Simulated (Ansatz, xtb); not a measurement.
**C4H4F4: which of two isomers lies lower**

Structure X: `F[C@@H]1C[C@H]1C(F)(F)F`, a singlet. Structure Y: `FC(F)(F)C1(F)CC1`, a singlet. Both are isolated molecules in the gas phase, relaxed with B3LYP-D3(BJ)/def2-SVP.

Quicker runs give these differences E(Y) − E(X): GFN2-xTB +4.05 kcal/mol; HF/STO-3G +1.03 kcal/mol (at GFN2-xTB geometries); r2SCAN-D4/def2-SVP +0.90 kcal/mol (at GFN2-xTB geometries).

Task: Estimate E(Y) − E(X) at the level CCSD(T)/def2-SVP + ΔMP2/def2-TZVPP.

Result: Not settled: CCSD(T)/def2-SVP + ΔMP2/def2-TZVPP gives E(Y) − E(X) = +1.18 kcal/mol, but this leans on the basis-set step: CCSD(T) alone gives +0.90 kcal/mol.

The same difference at several levels:

```tsv
level	geometry	E(Y) − E(X) (kcal/mol)	departure from the last row (kcal/mol)	job, with rough time for the two
GFN2-xTB	GFN2-xTB	+4.05	+2.87	optimisation, 0.11 s
HF/STO-3G	GFN2-xTB	+1.03	−0.15	single point, 0.44 s
r2SCAN-D4/def2-SVP	GFN2-xTB	+0.90	−0.28	single point, 3.1 s
B3LYP-D3(BJ)/def2-SVP	B3LYP-D3(BJ)/def2-SVP	+1.28	+0.10	optimisation, 27 s
HF/def2-SVP	B3LYP-D3(BJ)/def2-SVP	+1.91	+0.73	part of the CCSD(T) run
MP2/def2-SVP	B3LYP-D3(BJ)/def2-SVP	+1.04	−0.14	part of the CCSD(T) run
CCSD(T)/def2-SVP	B3LYP-D3(BJ)/def2-SVP	+0.90	−0.28	single point
CCSD(T)/def2-SVP + ΔMP2/def2-TZVPP	B3LYP-D3(BJ)/def2-SVP	+1.18		single point, 54 s
```

As drawn, both hold the same kinds of bond in the same numbers.

The largest departure from CCSD(T)/def2-SVP + ΔMP2/def2-TZVPP is that of GFN2-xTB, 2.87 kcal/mol. The last row adds to CCSD(T) the change of the MP2 difference between the two basis sets, here +0.28 kcal/mol.

With thermal terms from frequencies at re-optimised GFN2-xTB minima (ideal gas, soft modes damped towards free rotors, one conformer each, 298.15 K, 1 atm): on the last row, ΔE + ΔZPE = +1.12, ΔH = +1.14, ΔG = +1.30 kcal/mol.

The correlated steps freeze 8 core orbitals. Mirror images aren't counted in ΔG. Run with Ansatz 0.2.0, xtb 6.7.1; the last row on 2 threads of Intel(R) Xeon(R) 6975P-C (Granite Rapids) on a shared host.

Every level places the trans-1,2-disubstituted cyclopropane X below its geminal isomer Y, but the preference is small, and its sign is better supported than its size. With the bond types matched, what remains is how the substituents interact. In Y, the ring carbon bearing fluorine is bonded directly to the strongly electron-withdrawing CF3 group, so two positively polarised carbons sit side by side and the C–F dipoles are crowded together. X separates these groups and places them on opposite ring faces. This probably outweighs the usual advantage of attaching fluorine to a more substituted carbon.

In the same basis and at the same geometries, correlation lowers the gap from +1.91 kcal/mol with HF to +1.04 with MP2. This suggests that medium-range correlation favours the more compact, branched Y. The closeness of HF/STO-3G to the best estimate is therefore probably error cancellation. Thermal terms barely alter the balance, as expected for isomers with the same ring and similar vibrations. The preference can't be carried over to the cis isomer of X, where fluorine and CF3 share a ring face.
